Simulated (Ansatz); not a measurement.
A series in volume scale on TiRh

Results calculated with Ansatz 0.2.0, not measured. Free energy against uniform scaling of the volume at fixed shape and fractions; periodic cell, basis, potentials, k mesh and filling as listed.

The cell before it is scaled or strained (space group P4/mmm, No. 123):
```
CELL_PARAMETERS angstrom
2.98800 0.00000 0.00000
0.00000 2.98800 0.00000
0.00000 0.00000 3.35000
ATOMIC_POSITIONS crystal
Ti 0.50000 0.50000 0.50000
Rh 0.00000 0.00000 0.00000
```

Settings of every row: functional PBEsol; dispersion none; potentials PAW; wave cutoff 489.8 eV; density cutoff 1959.2 eV; k mesh 8x8x7; k shift 0x0x0; occupations fermi dirac; smearing width 0.15 eV; spin none.

Limits: coarse k mesh, up to 40 meV an atom off.

| row | volume scale | V (Å³/atom) | pressure (GPa) | energy above lowest point (meV/atom) |
| --- | --- | --- | --- | --- |
| 1 | 0.9 | 13.459 | 17.53 | 51.3 |
| 2 | 0.925 | 13.833 | 10.26 | 19 |
| 3 | 0.95 | 14.207 | 3.94 | 2.6 |
| 4 | 0.975 | 14.581 | -1.55 | 0 |
| 5 | 1 | 14.955 | ? | ? |
| 6 | 1.025 | 15.329 | -10.49 | 29.1 |
| 7 | 1.05 | 15.702 | -14.1 | 57.9 |
| 8 | 1.075 | 16.076 | -17.22 | 94.5 |
| 9 | 1.1 | 16.45 | -19.92 | 137.9 |

Question: what pressure and energy above lowest point should row 5 give?

Worked fit of pressure. Take u = (V_r/V)^(2/3) − 1 with V_r = 14.955 Å³ an atom, which is twice the finite (Eulerian) strain; such expansions in the strain, on which the Birch-Murnaghan equation of state is built, carry the rest volume and the bulk modulus. The shown rows have u = 0.07279, 0.05337, 0.0348, 0.01703, -0.01633, -0.03197, -0.04705, -0.06154. Least squares give pressure = −6.339 + 267.22 × u + 791.3 × u² + 577 × u³ GPa; a parabola predicts inner rows, each left out in turn, worse (root mean square 0.045 against 0.0079 GPa). The rows lie off it by 0.00, 0.00, 0.00, 0.01, 0.00, -0.01, 0.00, 0.00. The pressure vanishes at u = 0.0222, or V = 14.47 Å³ an atom, and there the bulk modulus at fixed shape and fractions is B = −V dP/dV = (2/3)(1 + u) dP/du = 207 GPa. Letting shape and atoms relax would as a rule lower it, by much in layered, chain or molecular crystals. The withheld row has u = 0, so the fit gives −6.339 + 267.22 × (0) + 791.3 × (0)² + 577 × (0)³ = -6.34 GPa.

The calculation gave -6.34 GPa. The fit meets it to the printed digit.

Worked fit of energy above lowest point. Take u = (V_r/V)^(2/3) − 1 with V_r = 14.955 Å³ an atom, which is twice the finite (Eulerian) strain; such expansions in the strain, on which the Birch-Murnaghan equation of state is built, carry the rest volume and the bulk modulus. The shown rows have u = 0.07279, 0.05337, 0.0348, 0.01703, -0.01633, -0.03197, -0.04705, -0.06154. Least squares give energy above lowest point = 9.37 − 888.9 × u + 19784 × u² + 4692 × u³ meV/atom; a parabola predicts inner rows, each left out in turn, worse (root mean square 0.36 against 0.041 meV/atom). All shown rows lie on it to the printed digit. Its lowest point lies at u = 0.0223, or V = 14.47 Å³ an atom, and the curvature there gives the bulk modulus at fixed shape and fractions, B = (4/9)(1 + u)² E″(u)/V = 207 GPa. Letting shape and atoms relax would as a rule lower it, by much in layered, chain or molecular crystals. The withheld row has u = 0, so the fit gives 9.37 − 888.9 × (0) + 19784 × (0)² + 4692 × (0)³ = 9.4 meV/atom.

The calculation gave 9.3 meV/atom. The fit lies 0.1 meV/atom (1.1 % of the value, 0.073 % of the column's range) above it, one unit of the last digit.
